## Estimating the spin-polarisation energy of an open p shell: tin

How much energy does an atom gain when the electrons of its open shell turn their spins parallel, and how far do the spin-up and spin-down levels move apart as they do so? For the $5p^2$ shell of tin in the local spin-density approximation, aligning both electrons lowers the total energy by about half an electronvolt and splits the $5p$ level by about one electronvolt. Both sizes come from one number, the Stoner parameter $I \approx 0.5$ eV. A second number, about fourteen times smaller, says how far the midpoint of the two levels drifts upward.

Spherical all-electron Kohn-Sham calculations of the neutral Sn atom ([Kr] 4d10 5s2 5p2) with Quantum ESPRESSO 7.5 (ld1.x), using scalar-relativistic, spin-polarised LDA-VWN5 and a point nucleus. The moment is set by the 5p occupations, with all other shells filled equally in both spins; the eigenvalue and the splitting (down minus up) are those of 5p.

| moment (μB) | energy less that of the unpolarised state (eV) | exchange splitting (eV) | spin up eigenvalue (eV) | splitting / moment (eV/μB) |
| --- | --- | --- | --- | --- |
| 0.000 | 0 | 0 | -3.8670 | n/a |
| 0.500 | -0.032137 | 0.2580 | -3.9871 | 0.516 |
| 1.000 | -0.12928 | 0.5197 | -4.0909 | 0.520 |
| 1.500 | -0.29216 | 0.7848 | -4.1774 | 0.523 |
| 2.000 | -0.52115 | 1.0459 | -4.2440 | 0.523 |

The moment $m$ is the number of spin-up less the number of spin-down $5p$ electrons, so that the occupations are $n_\uparrow = 1 + m/2$ and $n_\downarrow = 1 - m/2$. It is treated below as a pure number, one Bohr magneton per unpaired spin. The energy less that of the unpolarised state is written $\Delta E$, the spin up eigenvalue $\varepsilon_\uparrow$, and the exchange splitting $\Delta = \varepsilon_\downarrow - \varepsilon_\uparrow$. The last column is $\Delta/m$. The moment is imposed through the occupations and is not found by the calculation itself. The rows at 0.5, 1.0 and 1.5 are fractional fillings that trace the energy functional between its end points and are not states of the atom. The row at $m = 2$ has the spin of the Hund's-rule triplet, though with a spherical density.

### Why one constant fixes both energy and splitting

Reversing every spin leaves the energy unchanged, so $\Delta E$ is an even function of $m$, and its leading term is quadratic:

$$\Delta E = -\tfrac14 I m^2 .$$

The sign is that of Hund's first rule. Electrons of equal spin keep apart because the wave function is antisymmetric, and so, in orbitals of given shape, they repel each other less. The local functional does not count pairs, however. Its exchange energy density goes as $-[n_\uparrow(\mathbf r)^{4/3} + n_\downarrow(\mathbf r)^{4/3}]$, which any polarisation lowers at fixed total density. Even a shell with a single $p$ electron gains energy when its half-up, half-down filling is polarised, so part of $I$ is the exchange of an electron with itself. Within one atomic shell the up and down orbitals start out degenerate, and moving an electron between them costs no promotion energy of the kind that opposes polarisation in a metal. The energy therefore falls all the way to the largest moment that the shell allows.

Janak's theorem links the energy to the levels. It states that $\partial E/\partial n_i = \varepsilon_i$ for a Kohn-Sham orbital with occupation $n_i$. Raising $m$ by $dm$ moves $dm/2$ of an electron from down to up, which gives

$$\frac{dE}{dm} = \tfrac12(\varepsilon_\uparrow - \varepsilon_\downarrow) = -\tfrac12\Delta .$$

Inserting the parabola yields $\Delta = I m$. The factor of one quarter was chosen so that the same $I$ appears in both places. The relation between slope and splitting is built into the method and tests nothing about the parabola. It does check the table: minus half the splitting, integrated over the five rows by Simpson's rule, gives $-0.5214$ eV against $-0.5212$ eV in the last row.

That the quadratic term is nearly enough up to full polarisation is something symmetry does not guarantee and the numbers show. Straight lines through the logarithms of the four polarised rows have slopes of 2.01 for the energy and 1.01 for the splitting. Each row gives its own value of $I$, and the eight values, from $-4\Delta E/m^2$ and from $\Delta/m$, lie between 0.514 and 0.523 eV. Least-squares fits through the origin over the four polarised rows give 0.5205 eV from $\Delta E$ against $-m^2/4$ and 0.5224 eV from $\Delta$ against $m$. Both round to 0.52 eV.

### Why the levels do not split symmetrically

The simplest picture lowers the up level by $Im/2$ and raises the down level by as much. The table contradicts it: between $m = 0$ and $m = 2$ the up level falls by 0.377 eV while the down level, found as $\varepsilon_\uparrow + \Delta$, rises by 0.669 eV. In each polarised row the rise exceeds the fall. Twice the fall of the up level would therefore understate the splitting.

The midpoint $(\varepsilon_\uparrow + \varepsilon_\downarrow)/2$ is even in $m$ for the same reason as the energy, and it can shift as $c\,m^2$. With $\varepsilon_0$ the level of the unpolarised row,

$$\varepsilon_{\uparrow,\downarrow} = \varepsilon_0 \mp \tfrac12 I m + c\,m^2 .$$

The shift of the midpoint grows from 0.009 eV at $m = 0.5$ to 0.146 eV at $m = 2$, with a logarithmic slope of 2.02. Divided by $m^2$ it stays between 0.0356 and 0.0365 eV, and a least-squares fit through the origin over the four rows gives $c = 0.036$ eV to two figures.

Theory gives the sign and the rough size. The local exchange potential for spin $\sigma$ is $-(6 n_\sigma(\mathbf r)/\pi)^{1/3}$ in atomic units. With a total density held fixed and a relative polarisation $\zeta$, the spin densities are proportional to $1 \pm \zeta$, and the potentials averaged over the $5p$ orbital become $-A(1 \pm \zeta)^{1/3}$, where $A$ is a positive energy. The expansion

$$(1 \pm \zeta)^{1/3} = 1 \pm \frac{\zeta}{3} - \frac{\zeta^2}{9} \pm \dots$$

shows two things. The odd term gives a splitting $2A\zeta/3$. The even term raises both levels by $A\zeta^2/9$, because the cube root is concave: the majority spin gains less than the minority spin loses. If $N$ electrons share the region where the $5p$ orbital lives, $\zeta = m/N$, so that $I = 2A/3N$ and $c = A/9N^2 = I/6N$. For the two $5p$ electrons alone this is $0.52/12 = 0.043$ eV, and with the two $5s$ electrons included it is $0.52/24 = 0.022$ eV. The value of 0.036 eV falls between them, but that does not single out an effective $N$. The argument leaves out correlation, which weakens the spin dependence of the potential. It also leaves out the change in the shape of the orbitals, which alters the total density and with it the Hartree potential at order $m^2$. Neither can be taken as small beside $c$, so the argument supports the sign and the order of magnitude and no more.

Janak's theorem offers a second reading. Adding charge $dN$ equally to both spins at fixed $m$ changes the energy by the midpoint level times $dN$. If $E(N,m) = E_0(N) - I(N)m^2/4$, the midpoint shifts by $-(dI/dN)\,m^2/4$, and $c = -\tfrac14\,dI/dN$. A positive $c$ then means that $I$ falls as electrons are added to this atom, by about $4 \times 0.036 \approx 0.14$ eV per electron near the neutral atom. That direction is reasonable, since added charge swells the orbital and dilutes the polarisation. All rows have the same electron number, so this consequence is deduced and not tested.

### The rule worked on two rows

The rule uses $I = 0.52$ eV, $c = 0.036$ eV and $\varepsilon_0 = -3.867$ eV, the last taken from the unpolarised row. Both worked rows were among the four used in the fits.

At $m = 1$ the energy is $-0.52/4 = -0.130$ eV, where the table has $-0.12928$ eV. The splitting is 0.520 eV against 0.5197 eV. The up level is $-3.867 - 0.260 + 0.036 = -4.091$ eV, against $-4.0909$ eV.

At $m = 2$ the factor $m^2/4$ is one, so the energy is simply $-I = -0.520$ eV, against $-0.52115$ eV. The splitting is $2 \times 0.52 = 1.040$ eV, against 1.0459 eV. The up level is $-3.867 - 0.520 + 4 \times 0.036 = -4.243$ eV, against $-4.2440$ eV. The empty down level follows as $-4.243 + 1.040 = -3.203$ eV, about 5 meV below the $-3.198$ eV implied by the table.

Over the four polarised rows the rule gives the energy within 1.1 meV, with a largest error relative to the tabulated energy change of 1.1 % at $m = 0.5$. The splitting is within 6 meV, or 0.8 % of its tabulated value, and the up level within 1.4 meV. Dropping $c$ spoils the level: its fall from $\varepsilon_0$ comes out 8 % too large at $m = 0.5$ and 38 % too large at $m = 2$, an error of 0.14 eV. A test outside the fit is to take $I$ from the energy at $m = 0.5$ alone, 0.5142 eV, and to predict the energy at full polarisation. The result, $-0.5142$ eV, is 1.3 % smaller in size than the tabulated value. For this atom a single polarised run at any of the tabulated moments fixes the whole energy curve, measured from the unpolarised run, to about that accuracy.

### What the rule misses

The largest misfits are small but well above the rounding of the table, which is about 0.1 meV for a splitting. The value of $I$ drawn from the energy rises steadily, from 0.5142 to 0.5212 eV. In each row it lies below the value drawn from the splitting, as it must when the ratio grows, since the energy integrates the splitting over all smaller moments where the ratio was lower. The ratio $\Delta/m$ rises by 1.35 % from the first polarised row to the last and levels off at the end. Its last two values, 0.5232 and 0.5230 eV, differ by about twice their combined rounding, so the ratio passes a shallow maximum somewhere between $m = 1$ and $m = 2$. The bend is clearer in the successive steps of the splitting, 0.2580, 0.2617, 0.2651 and 0.2611 eV: the last step is 4 meV smaller than the one before, twenty times the rounding of a step. Five rows do not show where the bend sets in, and the table does not give its cause.

The cube-root form that explains the sign of $c$ does not improve the splitting. Its full shape, $A[(1+\zeta)^{1/3} - (1-\zeta)^{1/3}]$ with $A$ fitted by least squares to the four splittings, curves too much. With $\zeta = m/4$ the ratio $\Delta/m$ would rise by 5.0 % and the residuals reach 13 meV, against 3 meV for a straight line with its slope fitted in the same way. With $\zeta = m/2$ the ratio would rise by 87 % and the residuals exceed 0.2 eV. The second failure is instructive. It says that the fully aligned atom is far from a fully polarised electron gas where the $5p$ orbital has its weight, which agrees with the unpolarised $5s$ density lying beneath it. The $\zeta = m/4$ shape also gives a midpoint shift of 0.093 eV at $m = 2$, about two thirds of the tabulated one. Correlation is known to oppose spin polarisation in the electron gas; that it is also what straightens the curve here is plausible and untested.

### Finding the size of $I$ from the orbital

A rule calibrated on the table needs the table. A first guess for $I$ can come from the Slater integrals of the shell, the radial Coulomb integrals $F^0$ and $F^2$, which the run at $m = 1.5$ gives as 7.728 and 4.024 eV for the $5p$ orbital. In multiplet theory the terms of $p^2$ lie at $F^0 - 5F^2/25$ for $^3P$, $F^0 + F^2/25$ for $^1D$ and $F^0 + 10F^2/25$ for $^1S$. With weights 9, 5 and 1 the average of the configuration is $F^0 - 2F^2/25$, so that the triplet lies $3F^2/25 = 0.483$ eV below it. Since $-\Delta E = I$ at $m = 2$, this is to be compared with 0.52 eV and is 7 % lower than the fitted value.

Other countings give other fractions. Hartree-Fock exchange with the electrons spread evenly over the three $p$ orbitals is $-\tfrac12 K(n_\uparrow^2 + n_\downarrow^2)$ with $K = F^0/3 + 2F^2/15$. As $n_\uparrow^2 + n_\downarrow^2 = 2 + m^2/2$, this has exactly the form $-Km^2/4$, but $K = 3.11$ eV is six times the fitted $I$. The term $F^0/3$ comes from the three out of nine orbital pairs in which an orbital exchanges with itself. Struck out by hand, it leaves $2F^2/15 = 0.537$ eV, 3 % above the fit. Those three pairs also carry part of the $F^2$ term, and removing them whole, for real $p$ orbitals, leaves $2F^2/25 = 0.322$ eV. A pair of opposite spins averaged over all placements has energy $F^0$, and turning it parallel gains $F^2/5 = 4.024/5 = 0.805$ eV.

None of these is the quantity that the local functional computes, and the integrals come from one row. The closeness of two of them may be partly coincidence. What can be carried away is an order of magnitude. $I$ is about an eighth of $F^2$ in neutral tin, the countings without $F^0$ span a factor of 2.5, and the fraction is not a constant to be moved to other atoms.

A further reason for caution is that $I$ does not belong to the $5p$ shell alone. The other shells have equal up and down occupations, but their orbitals feel the spin-dependent potential. In the run at $m = 1.5$ the filled $5s$ level splits by 0.759 eV, 97 % of the $5p$ splitting, while $4d$ and $4p$ split by 0.134 and 0.055 eV. This is the order expected from the overlap with the $5p$ spin density, which was not computed. In the same run the spin-up $5s$ orbital has a mean radius 0.010 bohr larger than its spin-down partner, drawn from about 2.4 bohr outward towards the $5p$ density at about 3.2 bohr, and the minority $5p$ orbital is 0.076 bohr larger than the majority one. A filled level that splits contributes to the energy only through such changes of shape. By the variational principle they lower the energy of the polarised state and so add to $I$. The shifts of radius are small and the addition should be a minor part of $I$, though its size is not in the table. The $5s$ density matters more by diluting the polarisation where the $5p$ orbital lies.

The scale argument gives the direction for neighbouring cases. Both $F^2$ and the cube root of the density go as the inverse of the orbital size, so at the same electron count a more compact $p$ shell, as in the lighter elements of the group, should have a larger $I$. A positive ion is both more compact and less diluted and should go the same way. Along a period the two effects oppose each other: the shell contracts while the added electrons dilute the polarisation, so $I$ need not follow $F^2$ or the radius there. The reach of the parabola is set by counting: the largest moment is 1 for $p^1$ and $p^5$, 2 for $p^2$ and $p^4$ and 3 for $p^3$, so that at equal $I$ a half-filled shell gains $9/4$ times as much. The constants 0.52 and 0.036 eV themselves belong to neutral tin with this functional.

### What the estimated numbers are not

The rule ends at $|m| = 2$, where the down orbitals are empty and no $5p$ electron is left to turn. A larger moment needs an electron promoted out of $5s$, which costs several electronvolts and starts a different curve.

The energy at $m = 2$ is not a singlet-triplet gap. The reference row is an unpolarised spherical average and not a singlet term. The multiplet formulas above show the difference in size: the $^1D$ term lies $6F^2/25 = 0.24 \times 4.024 = 0.97$ eV above $^3P$ with these bare integrals, nearly twice the spin-polarisation energy. The tabulated quantity is the correction by which a spin-polarised calculation of the free atom lies below an unpolarised one at the same level of theory.

Comparison with spectra meets spin-orbit coupling first. Scalar relativity omits it, and in tin the fine-structure levels of $^3P$ span roughly 0.4 eV (a rough recalled figure), comparable to the whole energy change. An accuracy of a few millielectronvolts thus refers to the reproduction of this calculation, and a difference from the real atom cannot be laid on the functional before spin-orbit coupling and the non-spherical density are included. The eigenvalue is also not an ionisation energy: the up level at $-4.24$ eV is far shallower than the roughly 7 eV (again a rough recalled figure) needed to ionise tin, the standard consequence of the self-interaction left in a local functional, whose potential decays too fast outside the atom.
